**Q:** I have the convergence data for this aluminium pseudopotential (PBE, non-relativistic, built on Al⁺ 3s²). The s waves look cheap in one column and ruinous in another. What decides how many plane waves each wave needs?

ONCVPSP 4.0.1, optimised norm-conserving Vanderbilt pseudopotential for Al (PBE, non-relativistic, [Ne] core, reference Al⁺ 3s²). For s, p and d in turn: radius 1.55, 1.25, 1.6 bohr; qcut 4, 5.6, 7 /bohr; 3, 3, 4 matching conditions; 8, 6, 7 Bessel functions. Each cutoff is where the wave's residual kinetic energy per electron falls to the stated error.

| wave | wave norm inside radius | wave kinetic energy above qcut (mHa) | wave cutoff for 10 mHa (Ha) | wave cutoff for 1 mHa (Ha) | wave cutoff for a tenth mHa (Ha) | wave cutoff for a hundredth mHa (Ha) |
| --- | --- | --- | --- | --- | --- | --- |
| 3s | 0.1609 | 0.0969 | 3.66 | 5.77 | 7.93 | 81.06 |
| s projector 2 | 0.1033 | 1.65 | 4.16 | 13.22 | 98.22 | 153.7 |
| s projector 3 | 0.07247 | 1.91 | 4.32 | 14.60 | 127.8 | 212.7 |
| p projector 1 | 0.03838 | 6.62 | 12.54 | 65.75 | n/a | n/a |
| d projector 1 | 0.09192 | 0.0118 | 7.49 | 14.51 | 19.96 | 25.52 |
| d projector 2 | 0.1410 | 0.741 | 17.14 | 23.60 | 42.97 | 80.31 |

**A:** Three sizes are worth keeping. An error of 10 mHa per electron is reached between about 4 and 17 Ha. An error of 0.01 mHa costs from about 26 Ha for the first d wave to over 200 Ha for the third s wave. One more decade of accuracy can cost as little as a factor 1.3 in cutoff or as much as a factor 10.

A plane-wave basis with cutoff E holds wave numbers up to q, with E = q²/2 in hartree and bohr. Whatever part of the kinetic energy lives at higher wave numbers is lost; call it the residual. The four cutoff columns give the E at which the residual has fallen to 10, 1, 0.1 and 0.01 mHa. The column "wave kinetic energy above qcut" is the residual at one chosen wave number q_c, the one the generator uses when it shapes the wave inside the radius r_c. In energy, q_c²/2 is 8.0 Ha for s, 15.7 Ha for p and 24.5 Ha for d. Since that column is read at three different energies, it compares waves within a channel and cannot rank channels.

**Q:** Are these six orbitals of the ion?

**A:** One is. The 3s row is the occupied level, at −14.78 eV in the all-electron ion. The p wave is a scattering solution at +0.26 Ha and is no bound 3p. The d waves sit at 0.05 Ha and 2.5 Ha above that. The generator replaced the typed s energies, so the 0.4 Ha step cannot be assumed for the second and third s waves. A scattering wave also has no natural norm, so "per electron" is a convention for those rows, and their residuals count in a solid only with the weight that such a wave has in an occupied state.

**Q:** My first explanation is angular momentum. A higher l means a larger centrifugal term and more curvature, so d is harder than p and p harder than s.

**A:** That is sound physics for waves of like size and like construction, and it can be counted. Take every pair of rows with different l and ask whether the higher l needs the higher cutoff. At 10 mHa this holds for 10 of 11 pairs, the exception being p above the first d wave. At 1 mHa it holds for 8 of 11: p now lies above both d waves, and the third s wave just passes the first d wave. Among the six s–d pairs it holds for two at 0.1 mHa, both involving 3s, and for none at 0.01 mHa.

The last count has one narrow case, 81.06 Ha for 3s against 80.31 Ha for the second d wave. The other five are wide, and the first d wave needs only 0.31 of the 3s cutoff, after needing 2.05 times it at 10 mHa. The p wave breaks the order at 0.1 mHa as well. A residual is an integral of a positive quantity from q upwards and can only fall with E, so the p cutoff for 0.1 mHa lies above its 1 mHa value of 65.75 Ha, which already exceeds both d entries. The numbers show that l describes the loosest column fairly well and has the s–d order upside down in the tightest one.

**Q:** Then add the radius. The p wave has the smallest r_c, 1.25 bohr, and a wave squeezed into less room needs shorter wavelengths.

**A:** Radius alone is too weak. A cutoff proportional to 1/r_c² puts p at 1.54 times s, where the table has 3.43 at 10 mHa and 11.4 at 1 mHa. Radius and l act together, though, and can be joined. A free wave of angular momentum l is a spherical Bessel function j_l(qr), and one lobe fits inside r_c when q·r_c equals its first zero x_l, which is π for s and larger for p and d. That gives an energy scale (x_l/r_c)²/2 of 2.05 Ha for s, 6.46 Ha for p and 6.49 Ha for d.

Write E = c·(x_l/r_c)²/2 and take c as the geometric mean of the ratio of the 10 mHa cutoff to this scale over the first wave of each channel. Then c = 1.59, and the model misses those three rows by −11 % (3s), −18 % (p) and +37 % (first d) of the table value. The constant has no meaning of its own, because the waves do not vanish at r_c; the pseudo 3s wave is still rising there and peaks near 2 bohr. The higher projectors were left out of the fit as waves of other energies, and the model falls short of them by 22 to 40 %. The two d waves share l and r_c and differ by 9.65 Ha at 10 mHa, which this scale cannot express.

So size with l gives the right order of magnitude for the loose target and nearly the p/s ratio, 3.15 against 3.43. It makes p and the first d wave equal where the table has a ratio of 1.67. Above all it fixes one ratio between channels for every target, so it cannot produce a change of order.

**Q:** Could it be the share of the wave that is modified? The column "wave norm inside radius" gives that.

**A:** At 1 mHa the extremes run against the idea. The p wave has the smallest norm inside r_c, 0.038, and the highest cutoff; 3s has the largest, 0.16, and the lowest. With conventional norms in the scattering rows I would draw nothing more from that column.

**Q:** What is left is how the wave was built.

**A:** Yes. Inside r_c the wave is a sum of N Bessel functions, joined to the all-electron wave by M matching conditions and by norm conservation; a second or third wave of a channel must also keep its overlaps with the earlier ones, which leaves it less freedom. The freedom that remains is spent on making the residual at q_c as small as possible. That pushes kinetic energy to wave numbers below q_c and says nothing about how the remainder is spread above. The argument suggests two stretches in each row, a steeper fall up to about q_c²/2 and a slower tail after it. The knee can follow q_c only as far as the basis and the conditions leave freedom to move it.

The table can test this, because the residual at q_c is one more point on each curve. Between neighbouring points take the exponent n = ln(ratio of errors)/ln(ratio of cutoffs). For the last 3s interval, n = ln(0.0969/0.01)/ln(81.06/8.0) = 0.98. In all six rows n is smaller in the first interval above q_c²/2 than in the last one below. It goes from 2.8 to 1.0 for the second s wave, from 1.85 to 1.32 for p, and from 8.0 to 3.6 for the second d wave. The sharpest case is the first d wave, with 10.4 just below 24.5 Ha and 4.1 just above, where rounding of the entries allows about 0.1.

The steep stretch also sits at different energies in different channels. The 3s wave falls with n near 7 between about 6 and 8 Ha, and the second d wave does so between 17 and 24 Ha, a range that the higher s waves cross inside an interval whose mean exponent is near 1. Where the intervals are long, as for p, the knee is only bracketed. For 3s the exponent is already down to 3.6 between 7.93 and 8.0 Ha, so the knee is a gradual bend that starts a little below q_c²/2.

**Q:** And this accounts for the reversal?

**A:** It accounts for when each row turns expensive. A target above the residual at q_c is met on the steep stretch; one below it is met in the tail. The 3s residual is 0.0969 mHa, so 0.1 mHa is just met at 7.93 Ha, and the next decade costs a factor 10.2. The second and third s waves keep 1.65 and 1.91 mHa, enter the tail before 1 mHa, and pay factors of 7.4 and 8.8 for the decade down to 0.1 mHa. The first d wave keeps 0.0118 mHa and hardly enters its tail within the table. That the q_c point falls between the proper columns follows from the residual being a falling function and proves nothing; the drop in slope is the better evidence. Even that does not show that q_c places the knee. Each channel has a single q_c here, and for 3s, with most of its norm outside r_c, the bend near 8 Ha may owe as much to the shape of the outer wave and to the basis.

**Q:** Can the tail be calculated?

**A:** Its far end can. A join that matches the value and M − 1 derivatives leaves a jump in the M-th derivative, and a jump is what a Fourier transform resolves last. With u(r) the radial wave, the transform is φ(q) ∝ ∫ u j_l(qr) r dr. At large q, j_l goes as sin(qr − lπ/2)/(qr), which gives one factor 1/q. Integrating by parts M + 1 times brings out the jump with a factor q^−(M+1), so φ falls as q^−(M+2). The residual is ½∫ q⁴|φ|² dq from q upwards, which averaged over the oscillation falls as q^−(2M−1), that is as E^−(M−½). The exponent is 2.5 for s and p (M = 3) and 3.5 for d (M = 4), or cutoff factors of 2.51 and 1.93 per decade.

If that law started at q_c, then E = (q_c²/2)·(R/ε)^(1/(M−½)), with R the residual at q_c and ε the target. Nothing is fitted; each row supplies its own R. For the second d wave at 0.1 mHa, R/ε = 0.741/0.1 = 7.41, its logarithm is 2.003, divided by 3.5 this is 0.572, and the exponential is 1.772. So E = 24.5 × 1.772 = 43.4 Ha, against 42.97 Ha in the table, 1 % high. At 0.01 mHa the formula gives 83.8 Ha against 80.31 Ha, 4.4 % high, which is the largest miss among the d entries.

**Q:** That looks like a confirmation.

**A:** For one row. The first d wave reaches only 4 % beyond q_c²/2 and would agree with almost any steep law; its own exponent of 4.1 differs from 3.5 by more than rounding. For s and p the formula fails, in every entry on the low side. The table exceeds it by a factor 1.97 for p at 1 mHa, by 4.1 for 3s at 0.01 mHa and by 4.9 for the third s wave at 0.1 mHa, where 26.0 Ha stands against 127.8 Ha. The shape is wrong as well. The two higher s waves hold n near 1 for two intervals and then drop with n = 5.1 and 4.5, more steeply than either d wave does above q_c. That is a shelf with an edge, and fewer matched derivatives cannot explain it alone, although they give the right direction just above q_c.

**Q:** What makes the shelf?

**A:** Here I can only guess. The upper Bessel functions are spaced by about π/r_c in wave number. For s, q_c·r_c is 6.2, so only a few functions lie below q_c, while three matching conditions and the norm have to be met. The wave may then draw on functions above q_c, and the residual may be spread up to the top of the basis. Even spacing from π/r_c would put that top at (Nπ/r_c)²/2, or 131 Ha for s. This is an upper estimate: the actual wave numbers are not in the output, and a basis packed more closely at low q ends lower. The steep last intervals of the higher s waves begin at 98 and 128 Ha, which is the right neighbourhood and no more than that. The p channel, with q_c·r_c = 7.0, is similarly cramped, and d has 11.2. The same upper estimate is 94 Ha for d, so the d entries lie within or near the range of the basis, where the asymptotic law has no guarantee, and its success may be partly luck. Since M, r_c, q_c and N all change together with l in this one potential, none of them is isolated by the numbers.

**Q:** What should I predict if one setting is changed?

**A:** For the first wave of a channel one statement follows from the minimisation. Raise q_c with basis and conditions fixed, and the residual at the new q_c cannot exceed what the present wave has there, while the residual at the old q_c cannot fall. That bounds the residual at two points only; whether the 0.01 mHa cutoff of 3s improves depends on how much freedom the basis leaves, and it may hardly move. A smaller r_c should raise the cutoffs, by amounts that this table cannot give; for 3s, with most of its norm outside r_c, the loosest one may change least. A further matching condition steepens the far tail and uses up one degree of freedom, so its net effect at a given target is open. These are arguments, untested here.

**Q:** The run's summary recommends 5.77 Ha for 1 mHa. Can I use the potential at that cutoff?

**A:** That figure is the 3s entry alone; the p wave needs 11.4 times as much, and aluminium in a solid has p character. These residuals are atomic estimates and do not give the error in a solid. Convergence is also a separate matter from accuracy. In the same calculation the p phase shift is right to 0.002 rad at 0.18 Ha, close to its single projector energy, and off by 0.34 rad near 2 Ha. Test configurations with p electrons err by 42 to 167 meV in excitation energy, against 26 meV for 3s¹. Worst, the s channel has a bound ghost at −101.9 eV, far below 3s. The s phase errors stay under 0.004 rad, but that scan starts at about −54 eV and does not reach the ghost. A solid-state calculation fills the lowest states first and could occupy it, so the channel that converges most cheaply at 1 mHa is the one that makes this potential unsound.
